## Notebook: naming five ions from their K–L1L1 Auger group

Five rows have lost their labels. Each gives the kinetic energy of the electron emitted when a K (1s) hole in a 4+ ion is filled by one L1 (2s) electron while the other L1 electron leaves, and the share, in per cent, that this group takes of the decay. Energies are Dirac–Fock configuration averages, and rates are independent-particle ones. Which row is which ion, and which column decides it?

Radial Dirac-Fock and Kohn-Sham solver 2, 3: L1L1 Auger group of a K hole made in 4+ ions. Kinetic energies are Dirac-Fock configuration averages, measured from the vacuum level. Shares come from independent-particle Coulomb rates without the Breit term, on relativistic LDA orbitals of the hole state with a Latter-tail continuum. Candidates: Cl4+, Al4+, Mg4+, Ar4+, S4+.

| row | kinetic energy (L1L1) (eV) | share (L1L1) (%) |
| --- | --- | --- |
| A | 2433.4 | 7.026 |
| B | 1026.4 | 15.39 |
| C | 2157.8 | 7.269 |
| D | 1221.4 | 10.88 |
| E | 1899.3 | 7.537 |

### The energy column

The candidates' configurations are those of the parent 4+ ions: the hole state is 5+ and the final state 6+. Energy conservation gives

$$E = B(1s) - B(2s) - B^{*}(2s),$$

where $B$ is a binding energy and $B^{*}$ that of the second 2s electron once its partner has gone. In the limit of no screening, $B = \mathrm{Ry}\,Z^2/n^2$ and $E = \mathrm{Ry}\,Z^2(1 - \tfrac14 - \tfrac14) = \tfrac12\,\mathrm{Ry}\,Z^2$. Each candidate adds an electron with each proton, but the electron goes outside 1s and hardly screens it, so the dominant term keeps growing and $E$ must rise with $Z$. The order B < D < E < C < A should then be the order Mg, Al, S, Cl, Ar.

The gaps check this. In the limit $\sqrt{E}$ is linear in $Z$, with slope $\sqrt{13.6/2} = 2.61$ in $\mathrm{eV}^{1/2}$. The candidates have $Z$ = 12, 13, 16, 17, 18, so the gaps should run 1 : 3 : 1 : 1. From B to D $\sqrt{E}$ rises by 2.91 and from D to E by 8.63, and the four gaps stand as 1.00 : 2.97 : 0.99 : 0.99. The triple gap falls between the second and third rows, as required.

An absolute estimate does worse. Slater's rules give each state's energy as $-\mathrm{Ry}\sum (Z-\sigma)^2/n^2$ with fixed screening constants $\sigma$ and nothing fitted. For Mg⁴⁺ the hole state has one 1s and six $n=2$ electrons, which see $12 - 0.85 - 5(0.35) = 9.40$:

$$144 + \tfrac{6}{4}(9.40)^2 = 276.54\ \mathrm{Ry}.$$

The final state has two 1s electrons seeing $12 - 0.30 = 11.70$ and four 2p electrons seeing $12 - 2(0.85) - 3(0.35) = 9.25$:

$$2(11.70)^2 + \tfrac{4}{4}(9.25)^2 = 359.34\ \mathrm{Ry}.$$

The difference is 82.80 Ry, or 1127 eV. This lies about 100 eV above B and 95 eV below D, so matching to the nearest value would pick D. The rules treat 2s like 2p, although 2s penetrates the core and is bound more tightly; underbinding the two removed electrons leaves too much for the emitted one. The same lumping gives 2p the 1s screening constant 0.85, although 2p hardly penetrates and gains more than that when a 1s electron is removed, so $B(1s)$ probably comes out too large as well. Both errors have the sign seen. An error near a tenth of $E$ amounts to half a step in $Z$ or more, so the estimate can rank the rows but cannot place them.

### The share column

The limit here is an ion with an empty 2p shell and nothing outside it: 2s² is the only pair available and its share is 100 %. A $2p^q$ shell adds $2q$ pairs of 2s2p type and $q(q-1)/2$ of 2p2p type. The total is 15 pairs for Mg⁴⁺ ($q=4$), 21 for Al⁴⁺ ($q=5$) and 28 for the three ions with $2p^6$. The share should therefore fall by about $21/15 = 1.40$ from Mg to Al, fall again when 2p fills, and then change little.

B and D stand as $15.39/10.88 = 1.41$, so B is Mg⁴⁺ and D is Al⁴⁺ on this column too. From D to E the ratio is $10.88/7.537 = 1.44$ against $28/21 = 1.33$, an excess in the direction that extra channels involving $n=3$ electrons would give. E, C and A differ by only about a quarter of a point each. Counting $n=3$ electrons (two, three, four) suggests E, C, A for S, Cl, Ar, but a slow change of the KLL rate ratios with $Z$ could move the shares by as much.

B and D are thus sure on both columns. E, C and A are sure as a group on share and sure individually on energy; on share alone their order is ambiguous.

The rows with their labels:

| species | Z | electrons | configuration | kinetic energy (L1L1) (eV) | share (L1L1) (%) |
| --- | --- | --- | --- | --- | --- |
| O4+ | 8 | 4 | [He] 2s2 | 415.9 | 100.0 |
| F4+ | 9 | 5 | [He] 2s2 2p1 | 543.1 | 64.33 |
| Ne4+ | 10 | 6 | [He] 2s2 2p2 | 687.3 | 37.51 |
| Mg4+ | 12 | 8 | [He] 2s2 2p4 | 1026.4 | 15.39 |
| Al4+ | 13 | 9 | [He] 2s2 2p5 | 1221.4 | 10.88 |
| Si4+ | 14 | 10 | [He] 2s2 2p6 | 1433.4 | 8.088 |
| S4+ | 16 | 12 | [Ne] 3s2 | 1899.3 | 7.537 |
| Cl4+ | 17 | 13 | [Ne] 3s2 3p1 | 2157.8 | 7.269 |
| Ar4+ | 18 | 14 | [Ne] 3s2 3p2 | 2433.4 | 7.026 |

The labels agree: B = Mg⁴⁺, D = Al⁴⁺, E = S⁴⁺, C = Cl⁴⁺, A = Ar⁴⁺. The arithmetic for all rows is in the printed output after this text. Slater's estimate is high in every row, by 2.9 % of the tabulated value for O⁴⁺, 11.4 % for Si⁴⁺ and 8 to 11 % for the five candidates, and nearest-value matching mislabels Mg⁴⁺, S⁴⁺ and Cl⁴⁺.

### The curvature and a small kink before S⁴⁺

The second difference of $E$ in $Z$ has two limits. Without screening it is one Ry, 13.6 eV. If each added electron screened 2s completely and 1s not at all, only $\mathrm{Ry}\,Z^2$ would curve and it would be two Ry. The table gives 17.0 eV for O–F–Ne and Mg–Al–Si and 17.1 eV for S–Cl–Ar, equal within the 0.2 eV that rounding allows and between the limits.

Continuing O–F–Ne over the double step to Mg⁴⁺ gives 339.4 eV against 339.1 eV, which agree within the 0.9 eV due to rounding. Continuing Mg–Al–Si to S⁴⁺ gives 475.0 eV against 465.9 eV, a shortfall of 9 eV that rounding cannot explain. It sits where 3s begins to fill. With frozen orbitals and exchange left out, a spectator electron $x$ shifts $E$ by $2J(2s,x) - J(1s,x)$, where $J$ is its Coulomb repulsion with an inner electron. For a distant spectator both integrals $J$ tend to $e^2\langle 1/r\rangle_x/4\pi\epsilon_0$ and the shift fades as the orbital grows, so a diffuse 3s electron plausibly adds less than a compact 2p one. Slater's rules show the same sign: $2084.5 - 1596.7 = 487.8$ eV against $2(245.1) + 3(20.1) = 550.5$ eV, a shortfall about seven times too large. This cause is argued, and no comparison here tests it; 2s–2p exchange, which trims the 2p shift, and orbital relaxation are not small beside 9 eV, so the argument gives a sign and no size. The kink is under 5 % of the smallest gap used above (195 eV) and does not touch the assignment; nor do the term splittings that the averages hide in the open-shell rows, which are roughly of order ten eV at most.

### Why the share falls

The share drops by a factor 14.2 from O⁴⁺ to Ar⁴⁺, yet the L1L1 decay itself slows by less than a third where widths are known. The same runs give K-hole widths for five ions. Reading the share as a fraction of Auger decays, the L1L1 width is 0.049 eV for O⁴⁺, 0.034 eV for Al⁴⁺ and 0.036 eV for S⁴⁺, and stays within a factor 1.42, while the whole Auger width grows by a factor 11.3. Reading it as a fraction of all decays changes little (0.036 to 0.049 eV). A weak dependence is plausible, since for unscreened orbitals a Coulomb Auger rate is independent of $Z$, although the 2s electrons here are screened. The fall is dilution by channels that open as electrons are added, and L1L1 is the largest part of the decay only for O⁴⁺ and F⁴⁺ with certainty.

Equal weights for all pairs underestimate the share by factors of 1.93 to 2.31 (O⁴⁺ aside). The odds $(100-s)/s$, for share $s$, count other decays per L1L1 decay. F⁴⁺ has two 2s2p pairs only, which fixes a weight of 0.277 per pair; this is the single number taken from a row. For Mg⁴⁺, which played no part in fixing it, $(5.50 - 8 \times 0.277)/6 = 0.547$ remains per 2p2p pair, and this remainder only drifts from 0.557 for Ne⁴⁺ to 0.536 for Si⁴⁺. Each added 2p electron therefore cuts the share strongly, and each $n=3$ electron barely. Independent-particle rates have the pair counting built in; what the constancy adds is that their rate ratios per pair hardly change with $Z$. It describes the calculation and tests nothing about real ions. The odds of S⁴⁺ exceed those of Si⁴⁺ by 0.90 with the same L pairs; KLM channels likely supply most of this and a drift of the KLL weights the rest, a split not tested here.

The shares are also the weaker column physically. From Ne⁴⁺ on, final states $2s^0 2p^q$ can mix with $2s^2 2p^{q-2}$, which these rates omit, an omission that in neon-like spectra leaves L1L1 too strong; the Breit term is absent as well. Quarter-point differences such as those among S⁴⁺, Cl⁴⁺ and Ar⁴⁺ belong to this model and could not be relied on against a measured spectrum.

Output of the analysis:

```
Unlabelled rows, rising energy: gap eV, gap of sqrt(E), its ratio to first, candidate Z gap, share gap
 1026.4 -> 1221.4: 195.0, 2.911, 1.00, 1, -4.510 points
 1221.4 -> 1899.3: 677.9, 8.632, 2.97, 3, -3.343 points
 1899.3 -> 2157.8: 258.5, 2.871, 0.99, 1, -0.268 points
 2157.8 -> 2433.4: 275.6, 2.877, 0.99, 1, -0.243 points
Rank order gives: Mg4+, Al4+, S4+, Cl4+, Ar4+
Slater-rule estimate: ion, table eV, estimate eV, error %, nearest unlabelled row
 O4+     415.9   428.0  +2.9
 F4+     543.1   572.5  +5.4
 Ne4+    687.3   737.0  +7.2
 Mg4+   1026.4  1126.6  +9.8, nearest 1221.4 (Al4+)
 Al4+   1221.4  1351.6 +10.7, nearest 1221.4 (Al4+)
 Si4+   1433.4  1596.7 +11.4
 S4+    1899.3  2084.5  +9.7, nearest 2157.8 (Cl4+)
 Cl4+   2157.8  2352.9  +9.0, nearest 2433.4 (Ar4+)
 Ar4+   2433.4  2637.7  +8.4, nearest 2433.4 (Ar4+)
Energy step per unit Z (eV):
 O-F 127.2, F-Ne 144.2, Ne-Mg 169.6, Mg-Al 195.0, Al-Si 212.0, Si-S 232.9, S-Cl 258.5, Cl-Ar 275.6
 second difference O4+-F4+-Ne4+: 17.0 eV (rounding 0.2), Slater 20.1
 second difference Mg4+-Al4+-Si4+: 17.0 eV (rounding 0.2), Slater 20.1
 second difference S4+-Cl4+-Ar4+: 17.1 eV (rounding 0.2), Slater 16.4
 unscreened hydrogenic second difference: 13.6 eV
 double step Ne4+-Mg4+: table 339.1, continued 339.4, diff -0.3 eV (rounding 0.9)
 double step Si4+-S4+: table 465.9, continued 475.0, diff -9.1 eV (rounding 0.9)
Odds = other channels per L1L1 decay; F4+ odds per 2s2p pair = 0.277
ion, share %, odds, 2s2p pairs, 2p2p pairs, n=3 electrons, share / equal-pair share, rest per 2p2p pair
 O4+   100.00   0.00  0  0 0 1.00 -
 F4+    64.33   0.55  2  0 0 1.93 -
 Ne4+   37.51   1.67  4  1 0 2.25 0.557
 Mg4+   15.39   5.50  8  6 0 2.31 0.547
 Al4+   10.88   8.19 10 10 0 2.28 0.542
 Si4+    8.09  11.36 12 15 0 2.26 0.536
 S4+     7.54  12.27 12 15 2 2.11 0.596
 Cl4+    7.27  12.76 12 15 3 2.04 0.629
 Ar4+    7.03  13.23 12 15 4 1.97 0.660
 odds above Si4+: S4+ +0.90, Cl4+ +1.39, Ar4+ +1.87
ion, Auger width eV, L1L1 width if share is of Auger decay, if of all decay
 O4+   0.0489 0.0489 0.0489
 Ne4+  0.1105 0.0415 0.0423
 Al4+  0.3165 0.0344 0.0360
 S4+   0.4799 0.0362 0.0393
 Ar4+  0.5544 0.0390 0.0442
 Auger width Ar/O 11.3; L1L1 width max/min 1.42; share O/Ar 14.2
```
